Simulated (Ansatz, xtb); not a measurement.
**C3H11AlS: which of two conformers lies lower**

Structure X is `CC[SH+][AlH2-][CH3]`, a singlet and structure Y is `CC[SH+][AlH2-][CH3]`, a singlet. Both are isolated molecules in the gas phase, relaxed with PBE0-D4/def2-SVP.

X (Å):

```xyz
16

C    -2.2559   -0.2007   -0.0805
C    -0.8933   -0.3447    0.5600
C    -0.0967    3.1998    0.1121
Al    0.1267    2.2040   -1.5820
S     0.5259   -0.0696   -0.5583
H    -2.4099   -0.9489   -0.8732
H    -3.0380   -0.3516    0.6797
H    -2.3929    0.7950   -0.5264
H    -0.7346    0.4040    1.3513
H    -0.7487   -1.3361    1.0142
H     0.1399   -0.8862   -1.5655
H     1.5250    2.2823   -2.3613
H    -1.1842    1.9165   -2.4651
H    -1.0157    2.9311    0.6608
H     0.7577    3.0760    0.7991
H    -0.1706    4.2811   -0.0998
```

Y (Å):

```xyz
16

C    -2.1597    1.6739   -0.6887
C    -1.0095    0.6913   -0.6363
C     1.3249   -2.2261    0.2749
Al    0.8981   -1.8985   -1.6248
S    -1.4195   -0.9397   -1.3502
H    -2.4375    1.9160   -1.7261
H    -1.8678    2.6139   -0.1952
H    -3.0512    1.2810   -0.1781
H    -0.1072    1.0617   -1.1458
H    -0.7246    0.4516    0.3996
H    -1.5967   -0.5414   -2.6312
H     0.5103   -3.1300   -2.5751
H     1.5387   -0.5979   -2.3268
H     1.3487   -1.3042    0.8806
H     0.6192   -2.9273    0.7513
H     2.3276   -2.6804    0.3644
```

Energies in hartree; the thermal terms are from GFN2-xTB frequencies at re-optimised GFN2-xTB minima (ideal gas, soft modes damped towards free rotors, one conformer each, 298.15 K, 1 atm) and include the zero-point energy:

```
                              X           Y
E, CCSD(T)/def2-SVP  −759.925242  −759.926123
    E, MP2/def2-SVP  −759.824478  −759.825318
  E, MP2/def2-TZVPP  −760.341366  −760.341958
  zero-point energy     0.120955     0.120959
       H(298 K) − E     0.132004     0.131974
       G(298 K) − E     0.086190     0.086176
```

Correct the CCSD(T) difference for the basis set by the MP2 change, then work out ΔE, ΔE₀, ΔH and ΔG for X → Y in kcal/mol (1 Eh = 627.51 kcal/mol) and the equilibrium ratio [Y]/[X].

1. Differences Y − X: CCSD(T) −0.000881, MP2 in the small set −0.000840, MP2 in the large set −0.000592 Eh.
2. ΔE = −0.000881 + (−0.000592 − (−0.000840)) = −0.000633 Eh = −0.40 kcal/mol.
3. ΔE₀ = ΔE + ΔZPE = −0.000633 + (+0.000004) Eh = −0.39 kcal/mol.
4. ΔH = ΔE + (−0.000030) Eh = −0.42 kcal/mol.
5. ΔG = ΔE + (−0.000014) Eh = −0.41 kcal/mol, so ΔS = (ΔH − ΔG)/T = −0.1 J/(mol K).
6. kT = 0.9442 mEh, so K = [Y]/[X] = exp(−ΔG/kT) = exp(+0.69) ≈ 2.

The two are too close for this level to say which is favoured. An error of 1 kcal/mol in ΔG would change K by a factor of 5.4. Mirror images and further conformers aren't counted.

Other levels gave ΔE = −0.2 (PBE0-D4/def2-SVP); −1.2 (HF/def2-SVP); −0.5 (MP2/def2-SVP); −0.6 (CCSD(T)/def2-SVP) kcal/mol. The correlated steps freeze 13 core orbitals. Programs: Ansatz 0.2.0, xtb 6.7.1.

The two structures are rotamers of the same thiol-alane adduct. Both keep the dative S→Al bond, with the methyl group on aluminium roughly anti to the S–H bond. The main change is rotation about the ethyl C–S bond, which places the terminal CH3 gauche to aluminium in X and anti in Y. Since no bond is made or broken, a small energy difference and nearly cancelling thermal terms are expected.

Every level listed puts Y lower, but Hartree–Fock gives the largest gap, −1.2 kcal/mol, against −0.6 with CCSD(T) in the same basis. Correlation therefore favours X. This probably reflects dispersion between the ethyl group and the methylalane unit, which lie closer together in the folded gauche form and partly offset its steric repulsion. The extended Y form avoids that crowding but gains less from the attraction.

The result fits a shallow torsional preference with both rotamers populated. It says nothing about the strength of the S→Al bond, which is common to both and largely cancels in the difference.
